**Core polarisation of the hyperfine constants of W45+ by orbital symmetry**

The table holds A/g and B/Q for sixteen levels of one electron outside the [Ar] 3d10 core, from frozen-core Dirac-Hartree-Fock, RPA core polarisation and Brueckner orbitals with RPA. The program tests whether the RPA shifts follow the smallness of the DHF value (a power law), one common rescaling of $\langle r^{-3}\rangle$, or a spin-dependent exchange term for A and an induced core quadrupole acting outside a radius $r_c$ for B. For A the power law is hardly better than a constant, the $j=l+1/2$ level has the lower signed shift in every doublet, and a split into scale and contact parts scales sensibly with $n$ for d but not for f. For B the induced-quadrupole model leaves an rms error of 2.4 percentage points, against 4.9 for the power law and 31.7 for one factor; it overestimates d, underestimates p, and its two parameters trade against each other. The large shift of A in 4f7/2 does not scale with the DHF value, and the table cannot say which core shell carries it.

Calculated values. Hyperfine constants of W45+ (Z = 74), one electron outside a closed [Ar] 3d10 core, from B-spline many-body code 1: no-pair Dirac-Coulomb, frozen-core DHF, static RPA core polarisation, and Brueckner orbitals from a correlation potential. The nucleus is uniformly magnetised with rms radius 5.3658 fm; g = μ/(I μ_N), and Q is the nuclear quadrupole moment.

## Numerical check

```python
# Table: hyperfine A/g (MHz) and B/Q (MHz/barn) of W45+, B-spline many-body code, Dirac-Coulomb: DHF, RPA, Brueckner RPA.
# Tested: are RPA shifts set by smallness of the DHF value, by one rescaling of <r^-3>, or by exchange (A) and an induced quadrupole (B)?
T = {
    'hyperfine': ['4s1/2', '5s1/2', '4p1/2', '5p1/2', '4p3/2', '5p3/2', '4d3/2', '5d3/2', '4d5/2', '5d5/2', '4f5/2', '5f5/2', '4f7/2', '5f7/2', '5g7/2', '5g9/2'],
    'hyperfine_a_dhf': [1646000, 763100, 531300, 249100, 60100, 28610, 30810, 14930, 12290, 5963, 6574, 3329, 3581, 1810, 1107, 700.4],  # MHz
    'hyperfine_a_rpa': [1701000, 785600, 550200, 256900, 61550, 28970, 31600, 15180, 11130, 5415, 6418, 3292, 2540, 1620, 1125, 591.8],  # MHz
    'hyperfine_a_brueckner_rpa': [1707000, 787300, 552300, 257500, 61790, 29040, 31710, 15200, 11160, 5424, 6430, 3297, 2546, 1623, 1128, 593.4],  # MHz
    'hyperfine_b_dhf': [None, None, None, None, 122000, 58300, 21300, 10400, 25800, 12600, 6880, 3500, 7770, 3940, 1440, 1560],  # MHz/barn
    'hyperfine_b_rpa': [None, None, None, None, 126000, 59900, 21500, 10400, 26200, 12700, 7790, 4060, 9040, 4650, 2740, 2980],  # MHz/barn
    'hyperfine_b_brueckner_rpa': [None, None, None, None, 127000, 60100, 21600, 10400, 26300, 12700, 7800, 4070, 9050, 4660, 2740, 2980],  # MHz/barn
}
import numpy as np
from scipy import constants as C
from scipy.special import eval_genlaguerre
from scipy.stats import spearmanr
lab = T['hyperfine']
n = np.array([int(s[0]) for s in lab]); l = np.array(['spdfg'.index(s[1]) for s in lab]); j = np.array([int(s[2])/2 for s in lab])
col = lambda k: np.array([np.nan if v is None else float(v) for v in T['hyperfine_'+k]])
A0, A1, A2, B0, B1, B2 = [col(k) for k in ('a_dhf', 'a_rpa', 'a_brueckner_rpa', 'b_dhf', 'b_rpa', 'b_brueckner_rpa')]
half = lambda x, d: 0.5*10**(np.floor(np.log10(x))-d+1)   # half unit of last digit
rms = lambda x: float(np.sqrt(np.mean(x**2)))
def scan(y, shapes):   # y = c*shape, c by least squares for each shape
    cs = [f@y/(f@f) for f in shapes]
    return np.array(cs), np.array([rms(y-c*f) for c, f in zip(cs, shapes)])
ks = np.linspace(0, 3, 301)
def power(y, X):
    cs, e = scan(y, [(X/1000)**-k for k in ks]); i = e.argmin()
    return ks[i], cs[i]*(X/1000)**-ks[i], e[i]
dA = A1-A0; pA = 100*dA/A0; pBr = 100*(A2/A1-1); rA = 100*(half(A0, 4)+half(A1, 4))/A0
kA, fA, eA = power(abs(pA), A0)
print('A/g: row, RPA shift MHz, shift %, rounding %, power-law |shift| %, Brueckner %')
for i, s in enumerate(lab):
    print(f'{s} {dA[i]:+9.1f} {pA[i]:+6.1f} {rA[i]:.2f} {fA[i]:5.1f} {pBr[i]:+.2f}')
print(f'|A shift| ~ A^-k: k={kA:.2f}, rms {eA:.1f} points (constant: {np.std(abs(pA)):.1f}), worst {lab[np.argmax(abs(abs(pA)-fA))]}')
up = j > l
sp = lambda m: spearmanr(A0[m], abs(pA[m]))[0]
print(f'rank correlation |shift| vs A: all {sp(j > 0):+.2f}, j=l+1/2 {sp(up):+.2f}, j=l-1/2 {sp(~up):+.2f}')
print('doublet: DHF ratio, nonrel ratio, shift ratio (pure contact -1), scale %, contact MHz in j=l+1/2')
D = {}
for a in np.where(~up)[0]:
    b = [i for i in np.where(up)[0] if lab[i][:2] == lab[a][:2]][0]
    eps = (dA[a]+dA[b])/(A0[a]+A0[b]); c = dA[b]-eps*A0[b]
    D[lab[a][:2]] = (a, b, c)
    print(f'{lab[a][:2]} {A0[a]/A0[b]:.2f} {(j[b]+1)/j[a]:.2f} {dA[a]/dA[b]:+.2f} {100*eps:+.1f} {c:+.0f}')
for x in 'df':
    (a, b, c), (a5, b5, c5) = D['4'+x], D['5'+x]
    print(f'5{x}/4{x} (n^-3 {0.8**3:.2f}): upper j DHF {A0[b5]/A0[b]:.2f}, RPA {A1[b5]/A1[b]:.2f}, shift {dA[b5]/dA[b]:.2f}; contact {c5/c:.2f}')
pc = C.physical_constants
KB = pc['hartree-hertz relationship'][0]*1e-28/pc['Bohr radius'][0]**2/1e6
m = np.where(j > 1)[0]
Z = np.cbrt(B0[m]/(KB*(2*j[m]-1)/(2*j[m]+2))*n[m]**3*l[m]*(l[m]+0.5)*(l[m]+1))
r = np.linspace(1e-4, 4, 8000); W = []
for z, i in zip(Z, m):
    x = 2*z*r/n[i]
    w = (x**(l[i]+1)*np.exp(-x/2)*eval_genlaguerre(n[i]-l[i]-1, 2*l[i]+1, x))**2/r**3
    W.append(1-np.cumsum(w)/w.sum())
W = np.array(W)
pB = 100*(B1[m]/B0[m]-1); rB = 100*(half(B0[m], 3)+half(B1[m], 3))/B0[m]
idx = np.arange(100, 2000, 10)
cs, e = scan(pB, [W[:, q] for q in idx]); q = e.argmin(); fB = cs[q]*W[:, idx[q]]
kB, gB, eB = power(pB, B0[m])
print('B/Q: row, charge from DHF, RPA shift %, rounding %, outside-share %, power-law %, Brueckner %')
for t, i in enumerate(m):
    print(f'{lab[i]} {Z[t]:.1f} {pB[t]:+5.1f} {rB[t]:.1f} {fB[t]:5.1f} {gB[t]:5.1f} {100*(B2[i]/B1[i]-1):+.1f}')
ok = e < 1.5*e[q]
print(f'outside share: rc={r[idx[q]]:.2f} bohr, gamma={cs[q]/100:.2f}; within 1.5x rms: rc {r[idx[ok]].min():.2f}-{r[idx[ok]].max():.2f}, gamma {cs[ok].min()/100:.1f}-{cs[ok].max()/100:.1f}')
print(f'B rms points: share {e[q]:.1f} (worst {lab[m[np.argmax(abs(pB-fB))]]}), power k={kB:.2f} {eB:.1f} (worst {lab[m[np.argmax(abs(pB-gB))]]}), one factor {np.std(pB):.1f}')
g = l[m] == 4
assert all(pA[b] < pA[a] for a, b, c in D.values())
assert np.all((pBr > 0) & (pBr < 0.5))
assert pB[g].min() > 80 and np.ptp(pB[g]) < 3
assert np.all((Z[g] > 46) & (Z[g] < 48))
```

Printed output:

```
A/g: row, RPA shift MHz, shift %, rounding %, power-law |shift| %, Brueckner %
4s1/2  +55000.0   +3.3 0.06   1.8 +0.35
5s1/2  +22500.0   +2.9 0.01   2.2 +0.22
4p1/2  +18900.0   +3.6 0.02   2.4 +0.38
5p1/2   +7800.0   +3.1 0.04   2.9 +0.23
4p3/2   +1450.0   +2.4 0.02   4.1 +0.39
5p3/2    +360.0   +1.3 0.03   4.9 +0.24
4d3/2    +790.0   +2.6 0.03   4.8 +0.35
5d3/2    +250.0   +1.7 0.07   5.8 +0.13
4d5/2   -1160.0   -9.4 0.08   6.1 +0.27
5d5/2    -548.0   -9.2 0.02   7.3 +0.17
4f5/2    -156.0   -2.4 0.02   7.1 +0.19
5f5/2     -37.0   -1.1 0.03   8.4 +0.15
4f7/2   -1041.0  -29.1 0.03   8.3 +0.24
5f7/2    -190.0  -10.5 0.06   9.8 +0.19
5g7/2     +18.0   +1.6 0.09  11.1 +0.27
5g9/2    -108.6  -15.5 0.01  12.4 +0.27
|A shift| ~ A^-k: k=0.25, rms 6.5 points (constant: 7.1), worst 4f7/2
rank correlation |shift| vs A: all -0.12, j=l+1/2 -0.77, j=l-1/2 +0.93
doublet: DHF ratio, nonrel ratio, shift ratio (pure contact -1), scale %, contact MHz in j=l+1/2
4p 8.84 5.00 +13.03 +3.4 -618
5p 8.71 5.00 +21.67 +2.9 -481
4d 2.51 2.33 -0.68 -0.9 -1054
5d 2.50 2.33 -0.46 -1.4 -463
4f 1.84 1.80 +0.15 -11.8 -619
5f 1.84 1.80 +0.19 -4.4 -110
5g 1.58 1.57 -0.17 -5.0 -73
5d/4d (n^-3 0.51): upper j DHF 0.49, RPA 0.49, shift 0.47; contact 0.44
5f/4f (n^-3 0.51): upper j DHF 0.51, RPA 0.64, shift 0.18; contact 0.18
B/Q: row, charge from DHF, RPA shift %, rounding %, outside-share %, power-law %, Brueckner %
4p3/2 62.9  +3.3 0.8   0.8   0.1 +0.8
5p3/2 61.5  +2.7 0.2   0.8   0.3 +0.3
4d3/2 60.1  +0.9 0.5   3.9   1.3 +0.5
5d3/2 59.2  +0.0 1.0   4.3   4.1 +0.0
4d5/2 56.9  +1.6 0.4   5.0   1.0 +0.4
5d5/2 56.0  +0.8 0.8   4.6   3.0 +0.0
4f5/2 51.6 +13.2 0.1  14.0   7.9 +0.1
5f5/2 51.5 +16.0 0.3  16.9  23.2 +0.2
4f7/2 51.1 +16.3 0.1  14.8   6.5 +0.1
5f7/2 50.9 +18.0 0.3  17.0  19.2 +0.2
5g7/2 46.9 +90.3 0.7  90.2  95.4 +0.0
5g9/2 46.8 +91.0 0.6  90.6  84.0 +0.0
outside share: rc=0.36 bohr, gamma=1.42; within 1.5x rms: rc 0.33-0.40, gamma 1.2-1.7
B rms points: share 2.4 (worst 5d3/2), power k=1.59 4.9 (worst 4f7/2), one factor 31.7
```
